**Premises and conventions**

I take one particle of mass $m$ with $H=-\hbar^2\nabla^2/2m$ in a region of volume $V$ and wall area $A$. The walls are either Dirichlet ($\psi=0$, upper sign throughout) or Neumann ($\partial_n\psi=0$, lower sign). Levels are $\varepsilon=\hbar^2k^2/2m$. Everything is per spin state until I insert the factor 2. With $\beta=1/k_BT$,

$$\Lambda^2=\frac{2\pi\hbar^2\beta}{m},\qquad t\equiv\frac{\hbar^2\beta}{2m}=\frac{\Lambda^2}{4\pi},\qquad \beta\varepsilon=tk^2 .$$

The kernel $K(\mathbf r,\mathbf r';t)=\langle\mathbf r|e^{-\beta H}|\mathbf r'\rangle$ obeys $\partial_tK=\nabla^2K$, tends to $\delta(\mathbf r-\mathbf r')$ as $t\to0$, and satisfies the wall condition. These three properties fix the bounded solution uniquely. The partition function is its trace, $q=\int K(\mathbf r,\mathbf r)\,d^3r$. In free space the Fourier integral $\int e^{i\mathbf k\cdot\boldsymbol\rho-tk^2}d^3k/(2\pi)^3$, with $\boldsymbol\rho=\mathbf r-\mathbf r'$, gives

$$K_0(\rho)=(4\pi t)^{-3/2}e^{-\rho^2/4t}=\Lambda^{-3}e^{-\pi\rho^2/\Lambda^2}.$$

**1. One flat wall**

The particle lives in $x>0$. Let $\mathbf r'^*$ be the mirror image of $\mathbf r'$, and try

$$K=K_0(|\mathbf r-\mathbf r'|)\mp K_0(|\mathbf r-\mathbf r'^*|).$$

Both terms solve the heat equation. The image source lies in $x<0$, so inside the region the initial condition is untouched. The combination is odd (even) under $x\to-x$, so it (its normal derivative) vanishes on the wall. By uniqueness this is the kernel. On the diagonal the image is $2x$ away, so

$$K(\mathbf r,\mathbf r)=\frac{S(x)}{\Lambda^3},\qquad S(x)=1\mp e^{-4\pi x^2/\Lambda^2}.$$

$S(0)$ is 0 for Dirichlet and 2 for Neumann, as expected for nodes and antinodes at the wall. The integrated deviation is a half Gaussian,

$$\int_0^\infty e^{-4\pi x^2/\Lambda^2}dx=\frac12\sqrt{\frac{\pi\Lambda^2}{4\pi}}=\frac{\Lambda}{4}.$$

The wall removes (adds) the states of a layer of thickness $\Lambda/4$. If each wall element acts as a piece of an isolated plane,

$$q\simeq\frac{V}{\Lambda^3}\mp\frac{A}{4\Lambda^2}.$$

That assumption fails within about $\Lambda$ of an edge and wherever a second wall is near, which I treat next. For a classical gas the consequence is $\ln q\simeq\ln(V/\Lambda^3)\mp A\Lambda/4V$, and since $\Lambda\propto\beta^{1/2}$ the energy per particle is $-\partial_\beta\ln q=k_BT\,(3/2\pm A\Lambda/8V)$.

**2. Two parallel walls, exactly**

On an interval of length $L$, $k_n=n\pi/L$ with $n\ge1$ (Dirichlet) or $n\ge0$ (Neumann), and $tk_n^2=\pi n^2s$ with $s=\Lambda^2/4L^2$. The summand is even in $n$, so $q_1=\tfrac12\sum_{n\in\mathbb Z}e^{-\pi n^2s}\mp\tfrac12$. Poisson summation, $\sum_n g(n)=\sum_j\int g(u)e^{-2\pi iju}du$, applied to the Gaussian gives $\sum_ne^{-\pi n^2s}=s^{-1/2}\sum_je^{-\pi j^2/s}$. Hence

$$q_1(L)=\frac{L}{\Lambda}\Big[1+2\sum_{j\ge1}e^{-4\pi j^2L^2/\Lambda^2}\Big]\mp\frac12 .$$

In image language the $\mp\tfrac12$ collects the odd numbers of reflections, equal to two walls times $(\Lambda/4)/\Lambda$, and term $j$ is the closed bounce path of length $2jL$. No further powers of $\Lambda/L$ appear. At $L=\Lambda$ the bracket differs from 1 by $2e^{-4\pi}=7.0\times10^{-6}$.

**3. The cuboid**

For sides $a,b,c$ the Hamiltonian separates and $q=q_1(a)q_1(b)q_1(c)$. I drop the exponentially small terms, multiply out, and use $V=abc$, $A=2(ab+bc+ca)$:

$$q=\frac{V}{\Lambda^3}\mp\frac{A}{4\Lambda^2}+\frac{a+b+c}{4\Lambda}\mp\frac18 .$$

The second term confirms the flat-wall assumption. The third belongs to the edges: their total length is $4(a+b+c)$, so each right-angled edge gives $+1/(16\Lambda)$ per unit length. The last is $\mp1/64$ for each of eight corners.

The edge term has a local origin. Near an edge $S=(1\mp e^{-4\pi x^2/\Lambda^2})(1\mp e^{-4\pi y^2/\Lambda^2})$. The cross term is positive for both wall types and integrates to $(\Lambda/4)^2$ over the quadrant, which times $\Lambda^{-3}$ is $1/(16\Lambda)$. For Dirichlet walls it restores the square prism where two depleted layers overlap and were both subtracted.

The same works for a wedge of interior angle $\theta=\pi/p$ with integer $p$. Its images form the dihedral group of $p$ reflections (sign $\mp$), $p-1$ rotations by $2\pi j/p$ (sign $+$) and the identity. For the reflections, the angles between a point of the wedge and the $p$ mirror lines together sweep a range $\pi$ once. Their sum is therefore the integral over one half plane next to one straight line, that is the two face terms with nothing left over. A rotated image at radius $r$ lies $2r\sin(\pi j/p)$ away and contributes, per unit edge length,

$$\frac{\theta}{\Lambda^3}\int_0^\infty r\,e^{-4\pi r^2\sin^2(\pi j/p)/\Lambda^2}dr=\frac{\theta}{8\pi\Lambda\sin^2(\pi j/p)} .$$

With $\sum_{j=1}^{p-1}\sin^{-2}(\pi j/p)=(p^2-1)/3$ the edge coefficient is $(p^2-1)/(24p\Lambda)=(\pi^2-\theta^2)/(24\pi\theta\Lambda)$, which is $1/(16\Lambda)$ at $p=2$. The last form is known to hold for any $\theta$, but I have derived it only for $\pi/p$.

**4. From $q$ to the counting function**

Let $N(k)$ count levels with wave number below $k$, so that $q=\int e^{-tk^2}dN(k)$. For $N=k^{\nu}$ with $\nu>0$ the substitution $u=tk^2$ gives $\Gamma(1+\nu/2)\,t^{-\nu/2}$. Since $\Lambda^{-\nu}=(4\pi t)^{-\nu/2}$,

$$\Lambda^{-\nu}\leftrightarrow\frac{k^\nu}{(4\pi)^{\nu/2}\,\Gamma(1+\nu/2)},$$

that is $k^3/6\pi^2$, $k^2/4\pi$ and $k/\pi$ for $\nu=3,2,1$. A constant in $q$ is a step of $N$ at $k=0$. The smooth counting function of the cuboid, the Weyl expansion, is

$$\bar N(k)=\frac{Vk^3}{6\pi^2}\mp\frac{Ak^2}{16\pi}+\frac{(a+b+c)\,k}{4\pi}\mp\frac18 .$$

$\bar N$ is not a pointwise expansion of the staircase $N$. I have shown only that the Gaussian transform of $N-\bar N$ is exponentially small. One dimension shows how. For Dirichlet walls $N=\lfloor kL/\pi\rfloor$ and $\bar N=kL/\pi-\tfrac12$, so the difference is the sawtooth $\sum_j\sin(2jkL)/\pi j$, as large as the constant term at every $k$. Its transform $2t\int_0^\infty k\,e^{-tk^2}\sin(2jkL)\,dk/\pi j=(2L/\Lambda)\,e^{-4\pi j^2L^2/\Lambda^2}$ reproduces the small terms of the exact $q_1$.

**5. Fermions**

For independent electrons $N_e=2\int f\,dN$, with $f=1/(e^{tk^2-\eta}+1)$ and $\eta=\beta\mu$. The same substitution turns $\Lambda^{-\nu}$ into $\Lambda^{-\nu}F_{\nu/2-1}(\eta)$, where $F_j(\eta)=\Gamma(j+1)^{-1}\int_0^\infty u^j\,du/(e^{u-\eta}+1)$ and $F_{-1}=1/(1+e^{-\eta})$. The smooth part for Dirichlet walls is

$$\bar N_e=2\Big[\frac{V}{\Lambda^3}F_{1/2}-\frac{A}{4\Lambda^2}F_0+\frac{a+b+c}{4\Lambda}F_{-1/2}-\frac18F_{-1}\Big],$$

which tends to $2\bar N(k_F)$ as $T\to0$. The depleted thickness is then the ratio of the surface coefficient to the volume coefficient,

$$\ell=\frac{k_F^2/16\pi}{k_F^3/6\pi^2}=\frac{3\pi}{8k_F},$$

in place of $\Lambda/4$. The profile agrees. The standing waves $\sqrt2\sin k_xx$ give, per spin, $\int_{|\mathbf k|<k_F}(1-\cos2k_xx)\,d^3k/(2\pi)^3$, so $n(x)/n=1-3j_1(y)/y$ with $y=2k_Fx$ and $j_1(y)=\sin y/y^2-\cos y/y$. Since $\int_0^\infty 3j_1(y)\,dy/y=3\pi/4$, the deficit is $3\pi/8k_F$. Far from the wall the density returns to the bulk value belonging to $k_F$, so the missing states are missing at the wall.

**6. What the smooth formula omits in a film**

Take Dirichlet walls a distance $d$ apart and a face area $\mathcal S$ large enough for the in-plane spectrum to be continuous. Subband $n$ holds $\mathcal S(k^2-k_n^2)/4\pi$ states. With $w=kd/\pi$, $M=\lfloor w\rfloor$ and $\delta=w-M$,

$$\frac{N}{\mathcal S}=\frac{\pi}{4d^2}\sum_{n=1}^{M}(w^2-n^2)=\frac{\pi}{4d^2}\Big[Mw^2-\frac{M(M+1)(2M+1)}{6}\Big].$$

Putting $M=w-\delta$ and collecting powers of $w$ gives the identity

$$\sum_{n=1}^M(w^2-n^2)=\tfrac23w^3-\tfrac12w^2-w\,B_2(\delta)+\tfrac13B_3(\delta),$$

with the Bernoulli polynomials $B_2=\delta^2-\delta+\tfrac16$ and $B_3=\delta^3-\tfrac32\delta^2+\tfrac12\delta$. The first two terms are $Vk^3/6\pi^2$ and $-2\mathcal Sk^2/16\pi$. The rest averages to zero over $\delta$ and is the quantum-size oscillation. $B_2$ runs between $-\tfrac1{12}$ and $\tfrac16$, so the oscillation is at most about $1/3w$ of the surface term and about $\mathcal Sk/24d$ in absolute size. For a square flake of side $L\gg d$ the edge term is about $Lk/2\pi$. The oscillation is the larger once $L>12d/\pi\approx3.8\,d$, which is to say in anything I would call a film.

Temperature removes it slowly. $B_2=\sum_j\cos(2jkd)/\pi^2j^2$, and $N_e(T)=2\int N(\varepsilon)(-\partial f/\partial\varepsilon)\,d\varepsilon$. Linearising the phase about $k_F$ and using $\int e^{i\omega u}du/[4\cosh^2(u/2)]=\pi\omega/\sinh\pi\omega$, harmonic $j$ is multiplied by

$$\frac{X_j}{\sinh X_j},\qquad X_j=\frac{2\pi j\,k_BT\,d}{\hbar v_F},\qquad \hbar v_F=\frac{\hbar^2k_F}{m}.$$

In a degenerate gas the smoothing length is $\hbar v_F/2\pi k_BT$, and $d>\Lambda$ is no longer a sufficient condition.

**7. A wall of finite height**

Let the potential step up by $V_0=\hbar^2k_0^2/2m$ at each face. Inside, $\psi\propto\sin(k_xx+\gamma)$, and outside it decays as $e^{\kappa x}$ with $\kappa^2=k_0^2-k_x^2$. Matching logarithmic derivatives gives $k_x\cot\gamma=\kappa$, so $\sin\gamma=k_x/k_0$. Two faces quantise as $k_xd+2\gamma=n\pi$, so the smooth count is $\bar N_1=k_xd/\pi+2\gamma/\pi-\tfrac12$. The values $\gamma=0$ and $\pi/2$ return the Dirichlet and Neumann constants. Integrating $\int(k^2-k_x^2)\,dN_1/4\pi$ by parts gives $\int_0^kN_1k_x\,dk_x/2\pi$, so the surface term becomes

$$-\frac{Ak^2}{16\pi}\Big(1-\frac{4\bar\gamma}{\pi}\Big),\qquad \bar\gamma=\frac{2}{k^2}\int_0^k k_x\gamma\,dk_x=\Big(1-\frac1{2r^2}\Big)\arcsin r+\frac{\sqrt{1-r^2}}{2r},$$

with $r=k/k_0$.

**8. Range of validity**

- Boltzmann $q$ of a cuboid: all four terms are exact up to a relative $2e^{-4\pi L_{\min}^2/\Lambda^2}$ for each shortest side, so $L_{\min}\gtrsim\Lambda$ suffices.
- $\bar N(k)$ is meaningful only after averaging over a window in $k$ of at least $\pi/L_{\min}$. In a film the surface term stands above the oscillation when $k_Fd/\pi\gg1$, while the edge and corner terms need $X_1\gg1$ or averaging over sizes.
- Walls must be flat and edges sharp on the scale $\Lambda$ or $1/k_F$. Curvature enters at the order of the edge term. The known Dirichlet result for a cross-section of curvature $\kappa_c$, $\int\kappa_c\,ds/12\pi$, gives a right-angled edge rounded over a radius much larger than $\Lambda$ the coefficient $1/24$ in place of $1/16$.
- The $\mp$ coefficients need a reflection phase independent of $k_x$ and near its limit, for a step $V_0\gg E_F$.
- Particles are independent. For charged ones the wall position is not free, as the example shows.

**9. Illustration: a 20-layer Al(100) film**

As inputs I take a typical fcc lattice constant of about 4.05 Å, three free electrons per atom, the bare mass, and $T=300$ K. I carry unrounded values. Then $n=12/a_{\rm Al}^3=0.1806$ Å$^{-3}$, $k_F=(3\pi^2n)^{1/3}=1.7488$ Å$^{-1}$, and with $\hbar^2/2m=3.810$ eV Å$^2$, $E_F=11.65$ eV. Twenty layers of spacing $a_{\rm Al}/2$ give $d=40.5$ Å, $nd=7.316$ electrons per Å$^2$, and $w_0=k_Fd/\pi=22.545$.

*Regime.* $k_BT=25.9$ meV, $E_F/k_BT=451$, $\Lambda=43.0$ Å and $d/\Lambda=0.94$. A Boltzmann gas of this mass would have a remainder of $2.9\times10^{-5}$ and a layer $\Lambda/4=10.8$ Å. The electrons are degenerate: $\hbar v_F=13.33$ eV Å, $X_1=0.49$ and $X_1/\sinh X_1=0.96$, so the oscillation is hardly damped. The Sommerfeld shift $\pi^2(k_BT)^2/12E_F=0.05$ meV lets me work at $T=0$. The depleted layer is $\ell=0.67$ Å, or $n\ell a_{\rm Al}^2/2=1.0$ electron per surface atom.

*Hard walls at the geometric faces.* Holding the electron number fixed means that the sum equals $\tfrac23w_0^3=7639$. To first order $2w_0^2\,\delta w=\tfrac12w_0^2$, so $\delta w=\tfrac14$ and $\Delta E_F=E_F/2w_0=0.258$ eV. Solving $\tfrac23w^3-\tfrac12w^2=\tfrac23w_0^3$ gives $w=22.7978$ and $\Delta E_F=E_F(w^2/w_0^2-1)=0.2628$ eV. The exact sum has $M=22$, so $22w^2-3795=\tfrac23w_0^3$, $w=22.7980$ and $\Delta E_F=0.2629$ eV. This closeness is partly luck, since $B_2(\delta)=0.005$ here. In general $\delta w\simeq B_2/2w$, an energy $E_1B_2$ with $E_1=E_F/w_0^2=22.9$ meV, which ranges from $-1.9$ to $+3.8$ meV. Two figures, 0.26 eV, are what the Weyl terms support.

*Edges.* For a flake of 500 Å $\times$ 500 Å, per spin at the bulk $k_F$:

| term | states |
|---|---|
| volume | $9.14\times10^5$ |
| surface (all six faces) | $-3.54\times10^4$ |
| edge | $+145$ |
| largest film oscillation, $\mathcal Sk_F/24d$ | $450$ |

Divided by the bulk density of states $3N/2E_F$, the edge term lowers $E_F$ by 1.2 meV, about a third of the largest oscillation. The discrete in-plane levels add further fluctuations. The edge term cannot be isolated in one such flake.

*Finite barrier.* With the compiled (100) work function of 4.31 eV (Tran 2019), I set $V_0=E_F+W=15.96$ eV above the band bottom. Then $r=0.854$, $\arcsin r=1.024$, $\bar\gamma=0.627$ and $1-4\bar\gamma/\pi=0.20$. Penetration cancels four fifths of the Dirichlet term, and the first-order shift falls to 0.052 eV.

*Neutrality.* The hard-wall shift raises the interior density by $3\,\delta w/w_0=3.3\%$ over a fixed ionic background. Unscreened, that excess $\delta n$ would build a potential energy difference $\delta n\,e^2d^2/8\epsilon_0\approx2.2\times10^2$ eV between the centre and the faces, growing as $d$. A self-consistent film therefore keeps the bulk $k_F$ inside, and in a uniform-background picture the smooth $1/d$ shift vanishes. The surface term then fixes where the model wall must stand. A wall placed $x_0$ outside the background edge adds $k_xx_0$ to $\gamma$ and $\tfrac23k_Fx_0$ to $\bar\gamma$, and the surface term referred to that edge is zero when the total is $\pi/4$. This gives $x_0=\ell=0.67$ Å for the hard wall and $x_0=0.14$ Å for the step.

All these numbers are the model's, not aluminium's. The free-electron $E_F$ is a fair start, as the occupied band of Al is typically about 11 eV wide. The shifts of 0.26 eV (hard wall) and 0.05 eV (step) are too large by essentially their whole size, since screening removes the smooth $1/d$ term. The offsets of 0.67 Å and 0.14 Å were fixed by imposing neutrality on idealised barriers without a lattice potential or a gradual surface profile, and the factor of five between them shows how strongly the surface coefficient of a metal depends on the barrier assumed.